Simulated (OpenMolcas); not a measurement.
# A ladder of methods for PH (SMILES [PH])

PH has 2 atoms, charge 0, and is taken as a triplet. SMILES: `[PH]`. Geometry: relaxed at PBE0-D4/def2-TZVP.

```xyz
2

P     0.0000    0.0000   -0.0146
H     0.0000    0.0000    1.4137
```

Quantity: the energy change with the P1–H2 bond stretched from 1.428 to 2.448 Å, in eV. The values are calculated.

```json
{"level": "USVWN5/6-31G* (spherical functions)", "kind": "LDA", "program": "OpenMolcas", "value (eV)": "2.48"}
{"level": "UM06-2X/6-31G* (spherical functions)", "kind": "hybrid meta-GGA", "program": "OpenMolcas", "value (eV)": "2.63"}
{"level": "UPBE0/6-31G* (spherical functions)", "kind": "global hybrid", "program": "OpenMolcas", "value (eV)": "2.56"}
{"level": "CASSCF(2,2)/6-31G* (spherical functions)", "kind": "multireference", "program": "OpenMolcas", "value (eV)": "3.37"}
{"level": "CASSCF(6,5)/6-31G* (spherical functions)", "kind": "multireference", "program": "OpenMolcas", "value (eV)": "?"}
{"level": "MRCI(2,2)/6-31G* (spherical functions)", "kind": "multireference", "program": "OpenMolcas", "value (eV)": "?"}
{"level": "ROCCSD(T)/6-31G* (spherical functions)", "kind": "coupled cluster or CI", "program": "OpenMolcas", "value (eV)": "2.10"}
{"level": "FCI/6-31G* (spherical functions)", "kind": "exact in the basis", "program": "OpenMolcas", "value (eV)": "2.07"}
```

Task: Estimate what the levels marked ? give.

Result: As computed at these levels: CASSCF(6,5)/6-31G* (spherical functions): 2.02 eV; MRCI(2,2)/6-31G* (spherical functions): 2.42 eV. The first shape isn't each level's own minimum. The values span 2.02 to 3.37 eV. Spin contamination of the reference (⟨S²⟩ at least 0.1 too high) touches USVWN5/6-31G*, UM06-2X/6-31G*, UPBE0/6-31G*.

The multireference label is misleading for CASSCF(2,2): two parallel-spin electrons in two orbitals allow only one configuration, so the P–H σ pair stays doubly occupied as the bond stretches. This retains too much ionic character and raises the cost to 3.37 eV, against 2.07 eV for FCI. MRCI(2,2) starts from the same single configuration and recovers most of the error, but its singles and doubles lack the higher excitations needed to correlate the other valence electrons while the bond pair separates. CASSCF(6,5) spans the full valence space, including σ*, and so describes that separation properly. Its slightly low value probably reflects missing dynamic correlation, which stabilises the compact bond pair more than the separated electrons. ROCCSD(T) also stays close to FCI, so its perturbative triples still cope at this partial stretch, which doesn't guarantee the same further out. Because a small basis limits the correlation FCI can recover, the higher density-functional values can't be read as equally large errors against the real molecule.
